A Cr ion that replaces Ti in rutile keeps most of its spin, and the nuclei show it. The isotropic hyperfine constant is about 30 MHz at Cr itself. It drops to about 1 MHz, give or take a factor of two or so, at the bonded oxygens and the nearest Ti. At the more distant sites with a computed value below it is a few tenths of a MHz or less. Can such a pattern tell us the constants at two further sites, O23 and Ti8?

Ansatz 0.2.0, spin-polarised r2SCAN, plane waves to 500 eV, default PAW datasets, scalar-relativistic, responding cores. TiO₂ with Cr on a Ti site, charge −1, three unpaired electrons, 36-atom supercell, 3×3×2 k-point mesh, single point at relaxed positions. The hyperfine constant is A in A I·S, from the contact spin density alone, for the isotope listed.

```tsv
atom	like atoms	distance from the defect (Å)	site moment (muB)	mass number	isotropic hyperfine constant (MHz)
Cr1	1	0.00	2.35	53	27.1
O22	4	1.97	0.00	17	0.6
O13	2	1.98	-0.01	17	2.5
Ti2	2	2.92	0.01	47	-1.2
O16	2	3.49	0.00	17	0.3
Ti7	2	3.56	0.02	47	-0.2
Ti10	2	3.57	0.02	47	-0.5
Ti4	1	4.59	0.00	47	-0.1
O23	2	4.62	?	17	?
Ti8	1	5.50	?	47	?
Ti11	1	5.50	0.00	47	0.1
```

## What happens

With charge −1 the defect is formally Cr³⁺, with three unpaired d electrons. Cr1 has a site moment of 2.35 muB, while no known neighbour exceeds 0.02 in size. The spin is therefore well localised, and the hyperfine constants of the neighbours measure what little leaks out.

The leak does not depend on distance alone. O22 and O13 lie almost equally far from Cr, yet their constants are 0.6 and 2.5 MHz. They are the four-member and the two-member set of oxygens around the same ion, so they differ in bond direction. A rule that knows only the distance must give both the same value, and it will be wrong by a MHz or so for at least one of them.

The site moment is no better guide. Ti7 and Ti10 both have 0.02 muB, but their constants are −0.2 and −0.5 MHz. The moment counts all the spin in a sphere around the atom, mostly d spin on a metal. The isotropic constant counts only the spin density at the nucleus itself, where d and p orbitals vanish and s orbitals do not.

## Why

The constant $A$ stands in the energy term $A\,\mathbf I\cdot\mathbf S$, which couples the nuclear spin $\mathbf I$ to the electron spin $\mathbf S$. It is proportional to the spin density at the nucleus times the nuclear g factor. For ⁵³Cr, ¹⁷O and ⁴⁷Ti this factor is negative, so a positive $A$ means that the density at the nucleus points against the spin of the defect.

That is the case at Cr1, although its d moment is large and positive. This is the signature of core polarisation. Exchange with the d electrons shifts the spin-up and spin-down s electrons slightly differently, and on a 3d ion the net result at the nucleus is a surplus of the opposite spin. Semilocal functionals underestimate this effect. Measured constants of Cr³⁺ in octahedral oxides are near 50 MHz in size, as a rough recalled figure, so the computed 27.1 MHz is probably much too small.

At the bonded oxygens theory offers a related argument. An oxygen electron pair that points at Cr can share its spin-up electron more easily with the empty d orbitals there, because exchange lowers them for that spin. The pair is left with a slight surplus of spin-down density, part of it in the 2s orbital of the oxygen. Other orbitals of the same oxygen can carry spin of the opposite sign, so its site moment need not follow. The positive constants of O22 and O13 agree with this picture, but they do not prove it.

Such transfer needs overlap between orbitals, and overlap fades roughly exponentially with distance. It also depends on which orbitals point where. Hence the constants should shrink outwards on the whole, with large differences between sites at equal distance.

## How large

To compare different elements, the nuclear factor has to be taken out first. For the same density at the nucleus, ¹⁷O gives about 2.4 times as many MHz as ⁴⁷Ti. The 2.5 MHz of O13 thus corresponds to about 1.1 MHz on the Ti scale, close to the 1.2 MHz that Ti2 has in size. The two sites carry similar spin densities at the nucleus, with opposite signs.

A minimal model for the neighbours is

$$|A| \approx w\,C\,e^{-r/s},$$

where $r$ is the distance from the defect and $w$ is 1 for Ti and 2.4 for O. A fit to the eight neighbours with known constants gives $C$ = 2.1 MHz and $s$ = 1.7 Å. Cr1 is left out because its constant comes from its own core polarisation and not from transfer. For O23, which is not part of the fit, the estimate is

$$|A| \approx 2.4 \times 2.1\ \text{MHz} \times e^{-4.62/1.74} \approx 0.35\ \text{MHz}.$$

The same formula gives about 0.1 MHz for Ti8. Its typical error on the fitted sites is 0.6 MHz, however, which is more than most of the values themselves. It conveys a scale, and the error bars have to come from comparing similar sites.

The supercell adds a complication. In this cell Cr repeats every 8.9 Å along the c axis, and O23 and Ti8 lie halfway between two such layers. O23 is then equally near to two Cr ions, and Ti8 to four. All these ions have parallel spins, so their contributions add with their signs.

These considerations lead to the following forecasts:

- **O23:** $A$ is about 0.3 MHz in size, within a range of 0 to 0.6, with the sign left open. O16, which is nearer to Cr, has 0.3 MHz, and a second Cr at equal distance might double such a value.
- **Ti8:** $A$ is about 0.1 MHz in size, within a range of 0 to 0.3, with the sign left open. Ti11 has 0.1 MHz at the same distance, and the constants of Ti7 and Ti10 differ by a factor of about 2.5 at nearly equal distance.
- **Both sites:** the site moment is 0.00 muB, within 0.02. There is a weak leaning that O23 has the larger constant in size, because of its nucleus.

The withheld rows as computed:

```tsv
atom	like atoms	distance from the defect (Å)	site moment (muB)	mass number	isotropic hyperfine constant (MHz)
O23	2	4.62	0.00	17	-0.2
Ti8	1	5.50	0.00	47	0.1
```

Both constants fall within their ranges, and both site moments are 0.00 muB. The size at O23 is 0.2 MHz, so the forecast was too high by 0.1 MHz, or half the computed value. At Ti8 the forecast of 0.1 MHz agrees to the digit given. The leaning towards O23 also holds, but by a difference of only 0.1 MHz, which is the last digit of the table.

The hits confirm the scale of the leak and little more. Each range began at zero and was three times as wide as the value it had to catch. One reason given for the range at O23 was also weak. In the cell that fits the listed distances and counts, O16 itself lies equally near two Cr ions, so its 0.3 MHz already includes a second Cr. A decay as $1/r^3$, fitted to the same eight neighbours, does about as well: it comes closer at O23 and less close at Ti8. That law belongs to the dipolar coupling, which is not part of $A$, so its success here carries no physical meaning. The printed output below gives both fits.

The sign at O23 raises a question. Its constant is −0.2 MHz, so the density at its nucleus is positive, while the other three listed oxygen sets have negative density. In rutile, an oxygen in this position is bonded to two Ti ions of the Ti2 kind, where the density is positive too. Perhaps O23 receives its spin through them and not through a bond to Cr. This is a guess that the calculation does not test, and a density this small is uncertain in itself.

## What to do about it

Use the near sites to identify the defect, and treat them as a pattern. Within 3 Å the constants lie between 0.6 and 2.5 MHz in size, and the contrast between the two oxygen sets says more about the surroundings of Cr than any average over them. Where TiO₂ serves as a dielectric or a switching layer, such a pattern can help magnetic resonance to show whether a Cr dopant sits on a Ti site, once the patterns for other possible sites are computed too. Compare it with the isotropic part of the measured coupling, because a spectrum also contains the dipolar part.

Do not read a decay length from the far sites. O23, Ti4, Ti8 and Ti11 lie midway between periodic copies of the defect, and even O16, Ti7 and Ti10 are each equally near two of them. Semilocal functionals also spread defect states too far. A larger supercell is the remedy for the first fault, and a functional with part of exact exchange can test the second. The same test is worth making for the constant of Cr itself, where the underestimated core polarisation costs the most MHz.

For a site that has not been computed, start from a known site of the same element in a similar bonding position. Scale by the nuclear g factor if the element has to change, and allow for a factor of two to four from direction. Leave the sign open unless the path by which the spin arrives is known.

The analysis program printed:

```
Hyperfine constant, moment and contact density:
   row  A_MHz  moment_muB  density_in_47Ti_MHz
   Cr1   27.1        2.35                -27.1
   O22    0.6           0              -0.2526
   O13    2.5       -0.01               -1.053
   Ti2   -1.2        0.01                  1.2
   O16    0.3           0              -0.1263
   Ti7   -0.2        0.02                  0.2
  Ti10   -0.5        0.02                  0.5
   Ti4   -0.1           0                  0.1
   O23   -0.2           0              0.08421
   Ti8    0.1           0                 -0.1
  Ti11    0.1           0                 -0.1
A of O13 over A of O22 (ratio): 4.167
A of Ti10 over A of Ti7 (ratio): 2.5
contact density of Ti2 over that of O13, in size (ratio): 1.14
distance of Cr images across c if the cell is sqrt2 x sqrt2 x 3 (angstrom): 6.491
distance of Cr images along c if the cell is sqrt2 x sqrt2 x 3 (angstrom): 8.849
expected distance of an O halfway between images along c (angstrom): 4.613
expected distance of a body-centre Ti halfway along c (angstrom): 5.487
fit of size on 8 rows (r > 1): coefficient of w*exp(-r/s) 2.077 +/- 0.58, s 1.737; rms 0.579, worst O22 0.988, leave-one-out rms 1.02
  rows outside the fit (model, value, miss): Cr1 2.077, 27.1, -25; O23 0.3454, 0.2, 0.145; Ti8 0.08764, 0.1, -0.0124
fit of size on 8 rows (r > 1): coefficient of w/rs**3 5.273 +/- 1.5; rms 0.613, worst O22 1.04, leave-one-out rms 1.01
  rows outside the fit (model, value, miss): Cr1 5.273, 27.1, -21.8; O23 0.127, 0.2, -0.073; Ti8 0.03169, 0.1, -0.0683
forecast less computed size of A at O23 (MHz): 0.1
forecast less computed size of A at Ti8 (MHz): 0
```
